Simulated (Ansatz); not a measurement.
## Ligand exchange: KOH + InH2(SH) → KSH + InH2(OH)

Species: KOH `[OH][K]`, singlet; InH2(SH), singlet; KSH `[SH][K]`, singlet; InH2(OH), singlet. The partners trade OH for SH: K–OH and In–SH bonds give way to K–SH and In–OH.

Shapes, held fixed at every level: PBE0-D4/def2-TZVP. Programs: Ansatz 0.2.0. The zero-point and thermal change to 298 K, harmonic and unscaled (PBE0-D4/def2-TZVP), is -1.2 kJ/mol.

Q: Estimate ΔH(298 K) of this reaction.

A: The highest level, CCSD(T)/def2-TZVPP, gives ΔH(298 K) = -10.0 kJ/mol; the levels span -10.5 to +2.5. They disagree on the sign: 1 of 8 are positive. The column of differences is taken from that level and isn't an error. No measured value is set beside it here. For atoms past krypton def2 sets carry core potentials with scalar relativity. Outer-core shells of In, K are correlated in most correlated rows, in sets that cover them unevenly. Times are processor times on shared x86 and Arm servers, and rough.

```csv
level,kind,ΔH(298 K) (kJ/mol),less CCSD(T)/def2-TZVPP,CPU time (sum over the molecules)
SPW92/def2-TZVPP,LDA,+2.5,+12.5,5.6 s
B3LYP-D4/def2-TZVPP,global hybrid,-3.1,+6.9,13 s
BHLYP-D4/def2-TZVPP,global hybrid,-5.9,+4.1,12 s
r2SCAN0-D4/def2-TZVPP,global hybrid,-4.9,+5.1,18 s
CCSD(T)/def2-SVP,coupled cluster or CI,-4.4,+5.6,6.4 s
CCSD/def2-SVP,coupled cluster or CI,-5.2,+4.8,–
CCSD/def2-TZVPP,coupled cluster or CI,-10.5,-0.5,–
CCSD(T)/def2-TZVPP,coupled cluster or CI,-10.0,0.0,44 s
```

The exchange is mildly exothermic at every level except SPW92, so hydroxide tends to go to indium and hydrosulfide to potassium. This runs against a simple hard-soft pairing, which would leave the harder hydroxide on potassium. The preference is relative: both metals may well bind OH more strongly than SH, but the advantage of OH is larger at indium. A likely reason is that the K–ligand bond is almost fully ionic, so the higher electron affinity of SH offsets part of the weaker attraction to its larger anion, while the polar covalent In–O bond gains from oxygen's electronegativity and compactness.

Triple excitations barely matter in either basis, whereas going from def2-SVP to def2-TZVPP takes CCSD(T) from -4.4 to -10.0 kJ/mol, perhaps through a better description of the anion-like ligands or through outer-core correlation. The direction is therefore better supported than the magnitude. Neither carries over directly to the condensed phase, where lattice energies or solvation of the potassium salts could outweigh so small a difference.
